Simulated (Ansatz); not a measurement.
A series in volume scale on TiPd

Results calculated with Ansatz 0.2.0, not measured. Periodic Kohn-Sham DFT of a crystal at fixed atoms, scaled to volume_scale times the given cell; pressure positive in compression, energy less spherical unpolarised free atoms, largest_vzz the field gradient of largest size among the nuclei.

The cell before it is scaled or strained (space group Pm-3m, No. 221):
```
cell vectors (Å)
   3.1800     0.0000     0.0000
   0.0000     3.1800     0.0000
   0.0000     0.0000     3.1800
atoms (fractions of the cell vectors)
Ti  0.50000  0.50000  0.50000
Pd  0.00000  0.00000  0.00000
```

Settings of every row: method all-electron LAPW; functional PBEsol; relativity scalar; k mesh 13x13x13; filling fermi-dirac; smearing width 0.08 eV; basis error target 0.5 meV/atom; nucleus gaussian.

Atom start moment: 0 on all atoms.

| row | volume scale | V (Å³/atom) | energy less free atoms (eV/atom) | pressure (GPa) |
| --- | --- | --- | --- | --- |
| 1 | 0.94 | 15.114 | -6.3268 | 3.059 |
| 2 | 0.96 | 15.436 | ? | ? |
| 3 | 0.98 | 15.757 | -6.3245 | -3.917 |
| 4 | 0.99 | 15.918 | -6.3198 | -5.425 |
| 5 | 1 | 16.079 | -6.3137 | -6.848 |
| 6 | 1.01 | 16.24 | -6.3061 | -8.189 |
| 7 | 1.02 | 16.4 | -6.2973 | -9.455 |
| 8 | 1.04 | 16.722 | -6.2759 | -11.773 |
| 9 | 1.06 | 17.043 | -6.2502 | -13.831 |

Question: what energy less free atoms and pressure should row 2 give?

Worked fit of energy less free atoms. Take u = (V_r/V)^(2/3) − 1 with V_r = 16.16 Å³ an atom, which is twice the finite (Eulerian) strain; such expansions in the strain, on which the Birch-Murnaghan equation of state is built, carry the rest volume and the bulk modulus. The shown rows have u = 0.04562, 0.01698, 0.01011, 0.00336, -0.00329, -0.00978, -0.02253, -0.03485. Least squares give energy less free atoms = −6.31002 − 1.1384 × u + 16.728 × u² + 3.6 × u³ eV/atom; a parabola predicts inner rows, each left out in turn, worse (root mean square 6e-05 against 3.3e-05 eV/atom). All shown rows lie on it to the printed digit. Its lowest point lies at u = 0.0337, or V = 15.38 Å³ an atom, and the curvature there gives the bulk modulus at fixed shape and fractions, B = (4/9)(1 + u)² E″(u)/V = 169 GPa. The withheld row has u = 0.03103, so the fit gives −6.31002 − 1.1384 × (0.03103) + 16.728 × (0.03103)² + 3.6 × (0.03103)³ = -6.3291 eV/atom.

The calculation gave -6.3292 eV/atom. The fit lies 0.0001 eV/atom (0.13 % of the column's range) above it, one unit of the last digit.

Worked fit of pressure. Take u = (V_r/V)^(2/3) − 1 with V_r = 16.16 Å³ an atom, which is twice the finite (Eulerian) strain; such expansions in the strain, on which the Birch-Murnaghan equation of state is built, carry the rest volume and the bulk modulus. The shown rows have u = 0.04562, 0.01698, 0.01011, 0.00336, -0.00329, -0.00978, -0.02253, -0.03485. Least squares give pressure = −7.5345 + 202.176 × u + 634.82 × u² + 515 × u³ GPa; a parabola predicts inner rows, each left out in turn, worse (root mean square 0.0082 against 0.0032 GPa). The rows lie off it by 0.000, -0.001, 0.000, 0.000, 0.004, -0.003, 0.000, 0.000. The pressure vanishes at u = 0.0336, or V = 15.38 Å³ an atom, and there the bulk modulus at fixed shape and fractions is B = −V dP/dV = (2/3)(1 + u) dP/du = 170 GPa. The withheld row has u = 0.03103, so the fit gives −7.5345 + 202.176 × (0.03103) + 634.82 × (0.03103)² + 515 × (0.03103)³ = -0.634 GPa.

The calculation gave -0.63 GPa. The fit lies 0.004 GPa (0.024 % of the column's range) below it; its largest miss of a shown row is 0.004 GPa.
